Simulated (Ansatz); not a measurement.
## LaTe in the rocksalt structure

Method: PBEsol, scalar-relativistic; no spin polarisation; PAW, 420 eV, Γ-centred 8×8×8 mesh, 0.05 eV Gaussian smearing; code Ansatz. The datasets are Ansatz's generated set soft_2.

```
La Te
1.0
     0.00000    3.19579    3.19579
     3.19579    0.00000    3.19579
     3.19579    3.19579    0.00000
La Te
1 1
Direct
  0.50000 0.50000 0.50000
  0.00000 0.00000 0.00000
```

The start was a prototype's sites filled with these elements; the Crystallography Open Database holds the compound in this structure.

The cell has space group Fm-3m (read at 0.01 Å). In it the stress is 0.00, 0.00, 0.00, 0.00, 0.00, 0.00 GPa and the largest force component 0.000 eV/Å. Each change below starts from this cell, without further relaxation. Stress is in GPa, positive in compression, in the order xx, yy, zz, yz, xz, xy; energies are counted from the cell above and are free energies with the smearing's entropy, which match forces and stress in a metal.

Task: What happens when atom 1 (La) is moved by 0.20 Å along z?

Result: The energy changes by 123.0 meV per cell, and the force on it along the shift is -1.250 eV/Å (−F/u = 6.25 eV/Å²). Stress: -0.02, -0.02, 2.72, 0.00, 0.00, 0.00.
```tsv
atom	Fx (eV/Å)	Fy	Fz
La1	0.000	0.000	-1.250
Te2	0.000	0.000	1.250
```
In a harmonic crystal the energy would rise by −½F·u = ½ × 6.25 × 0.20² eV = 125.0 meV, which matches.

Task: What stress follows from an engineering strain of -2 % in xz, atoms carried along?

Result: 0.00, -0.01, 0.00, 0.00, 0.18, 0.00 GPa; the energy changes by 0.7 meV per cell.
The change of the stress over the strain gives a clamped-atom stiffness of about 9.0 GPa for this component.

Spin–orbit coupling, which matters for such heavy elements, is left out. The cell is a metal with an odd number of electrons, and spin polarisation wasn't tried.

Rocksalt LaTe resists the shift of La against Te but yields easily to shear, with a stiffness of only about 9.0 GPa. The contrast follows from the geometry: the shift along z compresses one La–Te contact and stretches the opposite one, whereas xz shear mainly bends the contacts and leaves their lengths unchanged to first order. Because every atom sits on an inversion centre, uniform strain drives no internal displacement, so the clamped-atom shear stiffness is also the relaxed one.

The same symmetry removes any stress linear in the shift. The 2.72 GPa along z is therefore an anharmonic response, probably because repulsion in the shortened contact grows faster than it falls in the stretched one. The metallic character fits trivalent La and telluride, with one electron per formula unit left in a conduction band of largely La 5d character. The restoring responses support stability only against this sublattice shift and this shear; phonons away from the zone centre remain untested.
